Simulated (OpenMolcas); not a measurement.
# How basis sets differ on [B2H5]− (SMILES B[BH3-])

[B2H5]−: 7 atoms, total charge -1, spin state singlet. As SMILES, `B[BH3-]`. The coordinates come from a GFN2-xTB relaxation.

Quantity: the HOMO–LUMO gap, in eV. The values are calculated.

```csv
level,kind,program,value (eV),CPU time
HF/STO-3G,Hartree–Fock,OpenMolcas,15.56,1.1 s
HF/3-21G,Hartree–Fock,OpenMolcas,12.59,1.2 s
HF/6-31+G* (spherical functions),Hartree–Fock,OpenMolcas,9.80,1.7 s
HF/def2-SVP,Hartree–Fock,OpenMolcas,12.29,1.9 s
HF/cc-pVTZ (RICD fitting),Hartree–Fock,OpenMolcas,11.91,6.2 s
```

Sets without diffuse functions describe the anion poorly. The values span 9.80 to 15.56 eV. A Hartree–Fock LUMO above zero doesn't converge with the basis: it sinks as sets grow more diffuse. Orbital gaps aren't excitation energies. Times are those of the runs behind each value, whatever else they computed, on shared processors of several kinds: orders of magnitude only.

The gap narrows as the basis gains flexibility, but cardinal size alone doesn't set the order: 6-31+G*, a double-zeta set, gives 9.80 eV, well below the 11.91 eV of the larger cc-pVTZ. The step from def2-SVP to cc-pVTZ is small by comparison, so extra valence and polarization functions matter less here than diffuse ones on boron.

The reason lies mainly in the empty level. A Hartree–Fock virtual orbital feels the field of all the electrons already present, so an electron added to this anion meets a net repulsion at long range. Compact sets confine that orbital near the nuclei, where it probably keeps much of the vacant p character of the three-coordinate boron; diffuse functions let it spread outwards and lower its kinetic energy. The very large STO-3G gap fits the same picture, since a minimal set has no radial freedom at all.

The narrower gap with 6-31+G* is therefore no sign of a more electrophilic boron centre. Gaps alone don't show how much the HOMO also shifts between sets.
